# Outer products and the Littlewood–Richardson rule, applied to two nitrogen atoms

Nitrogen plasmas used for nitridation and nitride deposition contain free N atoms, assumed here to be in the ${}^4S^\circ$ ground term with total spin 3/2. When two of them meet, their electrons become one set of identical particles, and we ask which permutation symmetries and total spins the pair can have. The answer is the outer product of symmetric-group representations, whose multiplicities are counted by the Littlewood–Richardson rule.

## 1. Conventions and premises

A partition $\lambda=[\lambda_1\ge\lambda_2\ge\dots]$ of $n$ is drawn as rows of boxes, left-aligned, row $i$ having $\lambda_i$ boxes, row 1 on top. The conjugate $\lambda'$ exchanges rows and columns. If $\lambda$ fits inside $\nu$, the skew shape $\nu/\lambda$ is the set of boxes of $\nu$ not in $\lambda$. A tableau $T$ fills a shape with letters $1,\dots,m$, weakly increasing along rows and strictly increasing down columns. Its weight is $\omega(T)=(\omega_1,\dots,\omega_m)$, with $\omega_k$ the number of letters $k$. Define

$$s_{\nu/\lambda}(x)=\sum_T x^{\omega(T)},\qquad x^\omega=x_1^{\omega_1}\cdots x_m^{\omega_m}. \tag{1}$$

For empty $\lambda$ this is the Schur function $s_\nu$. It vanishes if $\nu$ has more than $m$ rows, since a column cannot then increase strictly.

Three standard results are premises.

**P1.** The irreducible representations of $S_n$ are labelled by partitions of $n$. Their characters $\chi^\lambda$ are real, orthonormal under $\frac1{n!}\sum_g$, and $\mathrm{sgn}\cdot\chi^\lambda=\chi^{\lambda'}$. For $r$ rows and $l_i=\lambda_i+r-i$ the dimension is

$$f^\lambda=n!\,\frac{\prod_{i<j}(l_i-l_j)}{\prod_i l_i!}. \tag{2}$$

**P2 (Schur–Weyl duality).** For a one-particle space $V$ of dimension $m$, $V^{\otimes n}=\bigoplus_\lambda W_\lambda\otimes S^\lambda$. Permutations act on the irreducible $S^\lambda$, operators $U^{\otimes n}$ act on $W_\lambda$, and the trace on $W_\lambda$ for $U=\mathrm{diag}(x_1,\dots,x_m)$ is $s_\lambda(x)$.

**P3.** The Hamiltonian is spin-free and symmetric in the electrons, and the total wavefunction is antisymmetric.

Take the trace of $gU^{\otimes n}$. A product basis state contributes only if all particles in each cycle of $g$ carry the same one-particle label, so a cycle of length $k$ gives $p_k=\sum_i x_i^k$. With $p_g$ the product over the cycles of $g$, P2 gives the first relation below, and orthonormality inverts it:

$$p_g=\sum_\lambda\chi^\lambda(g)\,s_\lambda,\qquad s_\lambda=\frac1{n!}\sum_g\chi^\lambda(g)\,p_g. \tag{3}$$

## 2. The outer product as an induced representation

Let fragment A have $a$ electrons and functions $\phi_i$ spanning $S^\lambda$, and fragment B have $b$ electrons and functions $\psi_j$ spanning $S^\mu$, with $n=a+b$. The products $\phi_i(1..a)\psi_j(a{+}1..n)$ carry the character $\chi^\lambda(g_1)\chi^\mu(g_2)$ of $H=S_a\times S_b$. A general permutation changes which electrons sit on A. For each subset $A$ of $a$ labels choose a permutation $t_A$ taking $\{1..a\}$ to $A$. If the functions $t_A\phi_i\psi_j$ are linearly independent, they span the induced representation, or outer product, $\lambda\circ\mu$, of dimension $f^\lambda f^\mu\,n!/(a!\,b!)$.

A permutation $g$ sends block $A$ to block $gA$. Only blocks with $gA=A$, that is $t_A^{-1}gt_A\in H$, add to the trace, and each adds $\chi(t_A^{-1}gt_A)$, where $\chi=\chi^\lambda\chi^\mu$. All $|H|=a!\,b!$ elements $t$ of the coset $t_AH$ give the same value, because $\chi$ is a class function on $H$. Hence

$$\chi^{\lambda\circ\mu}(g)=\frac1{a!\,b!}\sum_{t:\;t^{-1}gt\in H}\chi(t^{-1}gt).$$

The multiplicity of $\nu$ is $c^\nu_{\lambda\mu}=\frac1{n!}\sum_g\chi^{\lambda\circ\mu}(g)\chi^\nu(g)$. For each $t$ substitute $g=tht^{-1}$ and use $\chi^\nu(tht^{-1})=\chi^\nu(h)$. The sum over $t$ gives $n!$, and

$$c^\nu_{\lambda\mu}=\frac1{a!\,b!}\sum_{g_1\in S_a}\sum_{g_2\in S_b}\chi^\lambda(g_1)\chi^\mu(g_2)\chi^\nu(g_1g_2). \tag{4}$$

This is Frobenius reciprocity. The products $\chi^\lambda\chi^\mu$ are the orthonormal irreducible characters of $H$, so (4) also gives the restriction

$$\chi^\nu(g_1g_2)=\sum_{\lambda,\mu}c^\nu_{\lambda\mu}\chi^\lambda(g_1)\chi^\mu(g_2). \tag{5}$$

Comparing dimensions in $\lambda\circ\mu=\bigoplus_\nu c^\nu_{\lambda\mu}\,\nu$ gives

$$f^\lambda f^\mu\frac{(a+b)!}{a!\,b!}=\sum_\nu c^\nu_{\lambda\mu}f^\nu. \tag{6}$$

Replacing all three shapes in (4) by their conjugates inserts $\mathrm{sgn}(g_1)\,\mathrm{sgn}(g_2)\,\mathrm{sgn}(g_1g_2)=1$, so

$$c^{\nu'}_{\lambda'\mu'}=c^{\nu}_{\lambda\mu}. \tag{7}$$

## 3. Translation into Schur functions

**Product.** The cycles of $g_1g_2$ are those of $g_1$ together with those of $g_2$, so $p_{g_1}p_{g_2}=p_{g_1g_2}$. Multiply the second form of (3) for $\lambda$ and $\mu$, expand $p_{g_1g_2}$ by the first form, and recognise (4):

$$s_\lambda s_\mu=\frac1{a!\,b!}\sum_{g_1,g_2}\chi^\lambda(g_1)\chi^\mu(g_2)\sum_\nu\chi^\nu(g_1g_2)s_\nu=\sum_\nu c^\nu_{\lambda\mu}s_\nu. \tag{8}$$

**Skew form.** Evaluate $s_\nu$ on two alphabets, $y$ (small letters) followed by $x$ (large letters). In any tableau the small letters fill a partition $\lambda\subseteq\nu$ and the large ones fill $\nu/\lambda$, independently, so $s_\nu(y,x)=\sum_\lambda s_\lambda(y)s_{\nu/\lambda}(x)$. In (3), each cycle contributes $p_k(y)+p_k(x)$. The terms of degree $a$ in $y$ correspond to subsets $A$ of size $a$ with $gA=A$, namely the union of the cycles that take $y$. All $n!/(a!\,b!)$ subsets contribute equally, by conjugation with $t_A$. The degree-$a$ part is therefore

$$\frac1{a!\,b!}\sum_{g_1,g_2}\chi^\nu(g_1g_2)\,p_{g_1}(y)p_{g_2}(x)=\sum_{\lambda,\mu}c^\nu_{\lambda\mu}s_\lambda(y)s_\mu(x),$$

by (5) and (3). The $s_\lambda(y)$ are linearly independent when $y$ has at least $a$ letters (shown in section 4), so

$$s_{\nu/\lambda}=\sum_\mu c^\nu_{\lambda\mu}s_\mu, \tag{9}$$

and $c^\nu_{\lambda\mu}=0$ unless $\lambda\subseteq\nu$.

## 4. Counting the coefficients

The argument follows Stembridge's proof and uses definition (1) alone.

**Step 1: $s_{\nu/\lambda}$ is symmetric.** Fix $k$. Call a letter $k$ or $k{+}1$ bound if its column contains both, free otherwise. If a $k$ has $k{+}1$ below it, any $k$ to its left does too: the box below that one lies in the shape, exceeds $k$, and is at most $k{+}1$. Likewise, a $k{+}1$ to the right of a bound $k{+}1$ is bound. So in each row the free letters form one block, $u$ letters $k$ followed by $v$ letters $k{+}1$. The Bender–Knuth map $\sigma_k$ replaces it by $v$ letters $k$ and $u$ letters $k{+}1$. Rows stay ordered. Columns stay strict, since a free box has a letter below $k$ above it and a letter above $k{+}1$ beneath it. Free boxes stay free, so $\sigma_k$ is an involution, and it exchanges $\omega_k$ and $\omega_{k+1}$. Adjacent exchanges generate all permutations $w$ of the variables.

**Step 2: alternants.** Let $a_\alpha=\sum_w\mathrm{sgn}(w)\,x^{w\alpha}=\det(x_i^{\alpha_j})$ and $\delta=(m-1,\dots,1,0)$. By Step 1, $s_{\nu/\lambda}=\sum_Tx^{w\,\omega(T)}$ for every $w$, so

$$a_\delta\,s_{\nu/\lambda}=\sum_w\mathrm{sgn}(w)\sum_Tx^{w(\omega(T)+\delta)}=\sum_Ta_{\omega(T)+\delta}. \tag{10}$$

**Step 3: cancellation.** Let $T_{\ge j}$ be the part of $T$ in columns $j$ and beyond. Call $T$ good if $\omega(T_{\ge j})$ is a partition for every $j$, bad otherwise. For bad $T$ take the largest failing $j$ and the smallest $k$ with $\omega_k(T_{\ge j})<\omega_{k+1}(T_{\ge j})$. The weight of $T_{\ge j+1}$ is a partition and one column holds each letter at most once. Hence column $j$ contains $k{+}1$ but no $k$, and $\omega_{k+1}(T_{\ge j})=\omega_k(T_{\ge j})+1$. Form $T^*$ by applying $\sigma_k$ to columns $1$ to $j-1$ only. It is a tableau: a changed box in column $j-1$ has a right neighbour that is at least $k$ and is not $k$, hence at least $k{+}1$. Since $T_{\ge j}$ is untouched, $T^*$ is bad with the same $j,k$, and $T^{**}=T$. Entries $k$ and $k{+}1$ of $\omega(T_{\ge j})+\delta$ are $\omega_k+m-k$ and $\omega_k+1+m-k-1$, which are equal. So $\omega(T^*)+\delta$ is $\omega(T)+\delta$ with these two entries exchanged, and $a_{\omega(T^*)+\delta}=-a_{\omega(T)+\delta}$. Bad tableaux cancel in pairs, and a bad $T=T^*$ has zero alternant.

**Step 4: straight shapes.** For shape $\mu$, go from the rightmost column leftwards. Suppose the columns beyond $j$ have row $i$ filled with $i$, the tallest having height $h$. The top $h$ entries of column $j$ are at most $1,\dots,h$ and strictly increasing, so they equal these. The further entries are new letters, and the weight is a partition only if they are $h+1,h+2,\dots$ The only good tableau thus has weight $\mu$, and $a_\delta s_\mu=a_{\mu+\delta}$. Different $\mu$ with at most $m$ rows give alternants with no monomial in common, which proves the independence used in (9). Dividing (10) by $a_\delta$,

$$s_{\nu/\lambda}=\sum_{T\ \mathrm{good}}s_{\omega(T)}, \tag{11}$$

so by (9), $c^\nu_{\lambda\mu}$ is the number of good tableaux of shape $\nu/\lambda$ and weight $\mu$.

**Step 5: lattice words.** A word is a lattice word if every initial segment has at least as many letters $i$ as $i{+}1$, for all $i$. Equivalently, the $q$-th letter $i{+}1$ comes after the $q$-th letter $i$. Read $T$ by columns, right to left, each downwards. When an $i{+}1$ is read in column $j$, any $i$ of that column has already been read, so both counts equal those of $T_{\ge j}$. A failure of either condition first arises at a letter $i{+}1$, so good means that the column word is a lattice word.

The usual rule reads rows, top to bottom, each right to left. The two readings order two boxes differently only when one, at row $r$ and column $e$, is strictly above and left of the other, at $(r',e')$; rows read the upper one first. The box $(r,e')$ lies in the shape, so $T(r,e)\le T(r,e')<T(r',e')$. Equal letters therefore keep their order, and for the pair $i,i{+}1$ row reading can only move $i$ ahead. A lattice column word thus implies a lattice row word. Conversely, suppose the $q$-th $i$, at $(r,e)$, precedes the $q$-th $i{+}1$, at $(r',e')$, by rows but not by columns. Then $T(r,e')=i$ and $r'=r+1$. Let $e_0\le e$ be the leftmost column with $i$ in row $r$. The boxes $(r+1,e_0),\dots,(r+1,e')$ exceed $i$ and are at most $i{+}1$. On reaching $(r+1,e_0)$ the row word has $q+e'-e_0$ letters $i{+}1$ but only $q+e-e_0$ letters $i$, so it is no lattice word. The conditions are equivalent.

> **Littlewood–Richardson rule.** $c^\nu_{\lambda\mu}$ is the number of tableaux of shape $\nu/\lambda$ and weight $\mu$ whose row word, read right to left and top to bottom, is a lattice word.

Row 1 of such a tableau holds only 1s: its rightmost letter starts the word and must be 1.

## 5. Electrons: two columns in space, two rows in spin

Apply P2 to spin, $m=2$. Only shapes $\nu=[\nu_1,\nu_2]$ occur. The $\nu_2$ columns of height two are forced, so $s_\nu=(x_1x_2)^{\nu_2}\sum_{k=0}^{d}x_1^{d-k}x_2^k$ with $d=\nu_1-\nu_2$. For a spin rotation by $\theta$, $x_{1,2}=e^{\pm i\theta/2}$, this becomes

$$\chi_S(\theta)=\sum_{M=-S}^{S}e^{iM\theta},\qquad S=\tfrac12(\nu_1-\nu_2),$$

the character of one multiplet of spin $S$. By P1, a spatial shape $\kappa$ times a spin shape $\nu$ contains the antisymmetric representation $\frac1{n!}\sum_g\chi^\kappa\chi^\nu\,\mathrm{sgn}=\delta_{\kappa\nu'}$ times. A spatial shape with more than two columns has no spin partner and is forbidden. Each copy of a spatial shape $\nu'$ with at most two columns yields one multiplet of $2S+1$ states. From here $\lambda,\mu,\nu$ are spin shapes; by (7) the spatial product $\lambda'\circ\mu'$ has the same coefficients.

Setting $m=2$ in (8) removes shapes of three or more rows and leaves $\chi_{S_A}\chi_{S_B}=\sum_\nu c^\nu_{\lambda\mu}\chi_S$. Now apply the rule with all shapes of two rows. Row 1 of $\nu/\lambda$ holds $t=\nu_1-\lambda_1$ ones, with $t\le\mu_1$. Row 2 holds $\mu_1-t$ ones, then $\mu_2$ twos, so the filling is unique and $c$ is 0 or 1. The twos are read directly after row 1, so the lattice condition is $t\ge\mu_2$. The ones of row 2 must lie under boxes of $\lambda$, so $\lambda_2+\mu_1-t\le\lambda_1$, or $t\ge\mu_1-2S_A$. The spin is

$$2S=(\lambda_1+t)-(\lambda_2+\mu_1+\mu_2-t)=2S_A+2t-\mu_1-\mu_2.$$

The bound $t=\mu_1$ gives $S=S_A+S_B$. The two lower bounds give $S\ge S_A-S_B$ and $S\ge S_B-S_A$, which also ensures $\nu_2\le\nu_1$. Each unit of $t$ changes $S$ by one:

$$S=|S_A-S_B|,\ \dots,\ S_A+S_B,\ \text{each once}. \tag{12}$$

This is spin addition. The sum rule (6) holds only before discarding. Afterwards the conserved count is $(2S_A+1)(2S_B+1)=\sum_S(2S+1)$.

## 6. Range of validity

Equations (4) to (11) are exact for all partitions. Equation (8) holds for any number of variables; all coefficients are visible only if $m$ is at least the number of rows of $\lambda$ plus that of $\mu$. The physical reading needs more:

- The permuted products must be linearly independent, as for orbitals on two distinct centres, overlapping or not. If the fragments share orbitals, some components $\nu$ vanish.
- The cut at two columns belongs to spin-1/2 fermions. With $m$ internal states it is at $m$ columns.
- P3 must hold. Spin–orbit and spin–spin terms mix different $S$.
- The rule classifies the states that connect to given fragment states. It gives no energies and no ordering.
- It differs from the inner (Kronecker) product of two representations of the same $S_n$, which appeared only in pairing space with spin.

## 7. Illustration: N(⁴S°) + N(⁴S°)

The assumed ground term of N is the standard one, $1s^22s^22p^3\ {}^4S^\circ$, with $S_A=S_B=3/2$, $L=0$ and odd parity.

**Three 2p electrons per atom.** The spin shape is $[3]$ and the spatial shape $[1^3]$. Here $\mu_1=3$, $\mu_2=0$, $t=3,2,1,0$.

| spin $\nu$ | spatial $\nu'$ | $f^\nu$ | $S$ | $2S+1$ |
|---|---|---|---|---|
| $[6]$ | $[1^6]$ | 1 | 3 | 7 |
| $[5,1]$ | $[2,1^4]$ | 5 | 2 | 5 |
| $[4,2]$ | $[2^2,1^2]$ | 9 | 1 | 3 |
| $[3,3]$ | $[2^3]$ | 5 | 0 | 1 |

No third row can arise, since ones cannot be stacked and $\lambda$ has one row. The dimensions add to $20=6!/(3!\,3!)$, as (6) requires, and the spin states to $16=4\times4$.

**Five valence electrons per atom.** The spin shape is $[4,1]$, with $f=4$, and (6) demands $4\cdot4\cdot252=4032$. Add four 1s to $[4,1]$, no two in a column and none under another 1: at most three in row 2 and one in row 3. This gives $[8,1]$, $[7,2]$, $[6,3]$, $[5,4]$, $[7,1,1]$, $[6,2,1]$, $[5,3,1]$, $[4,4,1]$. Then add the single 2 wherever the result is a partition, except in row 1. For $[7,2,1]$ the words 11112 and 11121 both qualify, so $c=2$. For $[9,1]$ the only word is 21111, so $c=0$.

| rows | $\nu$ ($c\times f^\nu$) | sum |
|---|---|---|
| 2 | $[8,2]$ 35, $[7,3]$ 75, $[6,4]$ 90, $[5,5]$ 42 | 242 |
| 3 | $[8,1,1]$ 36, $[7,2,1]$ 2×160, $[6,3,1]$ 2×315, $[5,4,1]$ 2×288, $[6,2,2]$ 225, $[5,3,2]$ 450, $[4,4,2]$ 252 | 2489 |
| 4 | $[7,1^3]$ 84, $[6,2,1^2]$ 350, $[5,3,1^2]$ 567, $[4,4,1^2]$ 300 | 1301 |

The total is 4032. The allowed shapes make up 6.0 % of it and again have $S=3,2,1,0$, each once. With all seven electrons, $[5,2]\circ[5,2]$ leaves $[10,4]$, $[9,5]$, $[8,6]$, $[7,7]$, the same four spins: closed shells add full columns of spin and do not change (12).

**Term symbols.** With $L=0$ on both atoms the states are $\Sigma$. A reflection in a plane through the axis is a rotation times the inversion about each nucleus, so it gives $-1$ per atom and $+1$ for the pair. Inversion through the midpoint exchanges the atomic functions with the factor $(-1)^2$. Restoring their order under the antisymmetriser moves seven electrons past seven, giving $(-1)^{49}=-1$, and exchanging the spins in the Clebsch–Gordan coefficients gives $(-1)^{3-S}$. The product is $(-1)^S$, so the states are ${}^1\Sigma_g^+$, ${}^3\Sigma_u^+$, ${}^5\Sigma_g^+$, ${}^7\Sigma_u^+$. The first matches the assumed (standard) ground-state symmetry of N₂, ${}^1\Sigma_g^+$.

**Weights.** Unpolarised atoms populate the 16 states equally, so collisions begin on the four curves with probabilities 0.0625, 0.1875, 0.3125 and 0.4375. At separations where the splittings are far below $k_BT$, this degeneracy contributes $R\ln16=23.05$ J mol⁻¹ K⁻¹ per mole of pairs.

**Size of a neglected term.** First-order spin–orbit coupling vanishes for $L=0$ atoms. The magnetic dipole coupling between them has the scale $E_d=\mu_0(g_e\mu_BS_A)^2/(4\pi r^3)$, which is $2.9\times10^{-24}$ J at an assumed separation $r=0.30$ nm. For an assumed gas temperature of 300 K and a typical atomic mass of 14.0 u (reduced mass $m_r=7.0$ u), the mean relative speed $\sqrt{8k_BT/\pi m_r}$ is $9.5\times10^2$ m/s and $\tau=r/v=3.1\times10^{-13}$ s. The phase $E_d\tau/\hbar$ is about 0.009 rad. This is the model's order-of-magnitude estimate, and it says that dipole coupling leaves $S$ intact in a direct collision. It excludes spin–orbit coupling at crossings with curves from excited atomic terms, and long-lived collision complexes. The four weights are therefore entrance probabilities and not recombination yields, which also depend on the curves and on the third body or wall that removes the energy.